A block of metal under pressure seems to be the plainest of springs. Twice the pressure should give twice the shrinkage, and a single bulk modulus should then describe the metal. The bulk modulus is the pressure needed per unit of relative shrinkage, so a large value means a stiff solid. If one such number were enough, the volume change divided by the applied pressure would be the same in every row of the table below.

Fcc titanium (Fm-3m, 1 atom per cell, a = 4.110 Å at zero pressure), relaxed under hydrostatic pressure with its symmetry kept. Ansatz 0.2.0, r2SCAN, plane-wave PAW, scalar-relativistic, no spin polarisation, cutoff 500 eV, Gaussian smearing of 0.1 eV. Changes are relative to the cell relaxed at zero pressure, with energies extrapolated to zero smearing.

```
applied pressure (GPa)    k mesh  volume change (%)  enthalpy change (eV/atom)  energy change (meV/atom)
                    -3  18×18×18               2.89                     -0.330                       4.8
                     3  18×18×18              -2.53                      0.321                       4.0
                     8  18×18×18              -6.25                      0.839                      25.9
                    15  18×18×18             -10.64                      1.532                      80.1
                    30  18×18×18             -17.96                      2.922                     254.9
                    60  20×20×20             -27.78                      5.417                     722.1
```

A positive pressure squeezes the crystal and a negative one pulls it outward evenly on all sides. All changes are counted from the same crystal relaxed at zero pressure. The volume changes by 0.96 % per GPa in the first row and by only 0.46 % per GPa in the last, so about half of the response has gone. The approximation that fails here is the linear elastic law. Whether the density functional errs as well cannot be judged from the table, which offers no reference value to compare with.

To see how badly the law fails, it must first be given its best chance. Its slope should describe the crystal at zero pressure, and the two rows at −3 and 3 GPa lie evenly on either side of that point. Averaging their responses largely cancels the effect of any bend in the curve:

slope = (2.89 % + 2.53 %) / (6 GPa) = 0.903 % per GPa

This corresponds to a bulk modulus of about 111 GPa. The row at 60 GPa had no part in the slope and can serve as a test:

predicted shrinkage = 0.903 % per GPa × 60 GPa = 54.2 %

The calculation gives 27.78 %. The straight line is too large by a factor of almost two, and if it were continued to 111 GPa it would leave the crystal with no volume at all. That absurd end point shows that the law belongs to small compressions only.

The error does not set in suddenly. Relative to the computed shrinkage it is 16 % at 8 GPa, 27 % at 15 GPa and 51 % at 30 GPa. What counts is the pressure compared with the stiffness of the solid: in these rows the error of the line is roughly twice that ratio. At 0.1 GPa the ratio is about a thousandth, and the straight line should then be good to a few parts in a thousand.

The direction of the error depends on the question asked. For a given pressure the line promises too much shrinkage. For a given shrinkage it promises too little pressure: it would reach the 27.78 % of the last row at 27.78 / 0.903 ≈ 31 GPa, where the calculation needs 60.

The failure can be noticed long before it becomes large. A linear law, whatever its slope, demands that equal pull and equal push change the volume by equal amounts. The crystal grows by 2.89 % under the pull and shrinks by 2.53 % under the push, a gap of 0.36 percentage points. The relaxations stopped slightly off their target pressures, but this accounts for only about 0.05 points of the gap. Titanium is already easier to stretch than to squeeze.

The reason lies in the shape of the binding curve, which is the energy of the crystal plotted against its volume. Pressure is the downward slope of this curve, and stiffness comes from its curvature. A linear law amounts to replacing the curve by a parabola that fits the bottom of the well. A parabola has the same curvature everywhere and rises equally fast on both sides, whereas the well of a real solid is steep on the side of small volumes and flattens out on the side of large ones.

This lopsided shape is a matter of standard theory. At zero pressure two large internal pressures cancel. One pushes outward: valence electrons confined to a smaller cell must have shorter wavelengths and hence more kinetic energy, and the filled 3s and 3p shells of neighbouring atoms begin to overlap and repel each other. The other pulls inward and comes from the attraction between electrons and nuclei that holds the metal together. Both grow when the atoms approach, but the outward push grows more steeply. This alone explains only why the crystal resists compression. It stiffens as well because the push is expected to gain on the attraction by a larger amount with every equal step inward.

Each further step of compression therefore needs a larger rise in pressure than an equal step before it, whereas a linear spring would need the same rise each time. Stretching does the reverse, because the steep repulsion fades first and what remains is a bond that weakens with distance. The table shows the combined result of these forces but does not separate them, so it cannot say how much of the stiffening in titanium comes from the valence electrons and how much from the inner shells.

An ideal gas in a cylinder at constant temperature shows the same failure in its simplest form. Its bulk modulus equals its own pressure, so it stiffens as it is squeezed. If the starting pressure is doubled, the volume falls to one half, while a straight line drawn from the starting point would predict that it falls to zero. Gas and metal share the essential point that compression strengthens whatever resists it.

The analogy ends there. A gas resists through the thermal motion of its molecules and has no volume of its own at zero pressure, where its stiffness vanishes. The metal is held together by bonds, is treated here at zero temperature, and is stiff even when nothing presses on it. The gas can explain why the curve bends, but not how stiff titanium is or how fast it stiffens.

For the metal, that rate can be read from neighbouring rows. With P for the pressure, V for the volume and Δ for the step from one row to the next, the bulk modulus B within a step is

B = −ΔP / Δ(ln V)

The logarithm compares each step with the volume the crystal has at that stage. A rise of B is therefore a true stiffening and not a by-product of quoting all percentages relative to the starting volume. B grows at every step, from 111 GPa between −3 and 3 GPa to 235 GPa between 30 and 60 GPa.

The midpoints of these two steps lie 45 GPa apart, so the stiffness rises by nearly 3 GPa for each GPa of pressure, against exactly 1 for the ideal gas. The last row was computed with a denser k mesh than the others, which might raise doubts about the final step. The trend does not hang on it, since B has already reached 176 GPa between 15 and 30 GPa, where the mesh is the same throughout.

The energy change offers another test, and it needs only a single row and no modulus. The energy stored in the crystal is the area under the curve of pressure against shrinkage. For a linear spring this area is a triangle, so the stored energy is exactly half of pressure times volume change, however stiff or soft the spring may be. With the starting volume of 17.36 Å³ per atom, and with 160.2 GPa equal to 1 eV/Å³, the last row gives

pressure × volume change = 60 × 0.2778 × 17.36 / 160.2 ≈ 1.81 eV per atom

stored share = 0.722 / 1.81 ≈ 0.40

The share is below one half because the curve bends upward. Most of the pressure builds up late in the compression, so the crystal gives up much of its volume while the pressure is still low, and the area under the curve is smaller than the triangle. The share falls steadily as the pressure rises, from 0.48 at 8 GPa to 0.44 at 30 GPa and 0.40 at 60 GPa. At −3 and 3 GPa it is so close to one half that the rounding of the energies and the small pressure left in the reference cell matter, and those two rows should not be used for this test.

The enthalpy change is the wrong column in which to look for the failure. Enthalpy is energy plus pressure times volume, and the second part dominates: of the 5.417 eV in the last row, only 0.722 eV is energy stored in the crystal. With the shrinkage of the straight line, the enthalpy change at 60 GPa would be 60 × 17.36 / 160.2 × (1 − 0.542 / 2) ≈ 4.74 eV. That is only about one eighth below the computed value, although the shrinkage itself is too large by 95 %. A plot of enthalpy against pressure looks almost straight, but this is no sign that the linear law holds: a perfectly straight plot would mean a solid that does not shrink at all.

There is a general reason for this. The slope of enthalpy against pressure is the volume itself, and the compressibility appears only in the way that slope changes. Stiffening is one stage further removed, as a change in the compressibility. Each stage hides the effect a little more, so the departure from linear behaviour is plain in the stiffness, visible in the volume and faint in the enthalpy. The same holds for any solid whose equation of state is judged from an enthalpy plot.

The smooth stiffening belongs to one crystal structure. The relaxations kept the face-centred cubic symmetry, which is not the established stable form of titanium at these pressures, and a real sample could change its structure on the way and lose volume in a jump. Such a jump would be a second failure of the linear law, with a different cause. In a measured curve it would show as a sudden break, whereas the failure described here is a gradual bend that is present from the first GPa.
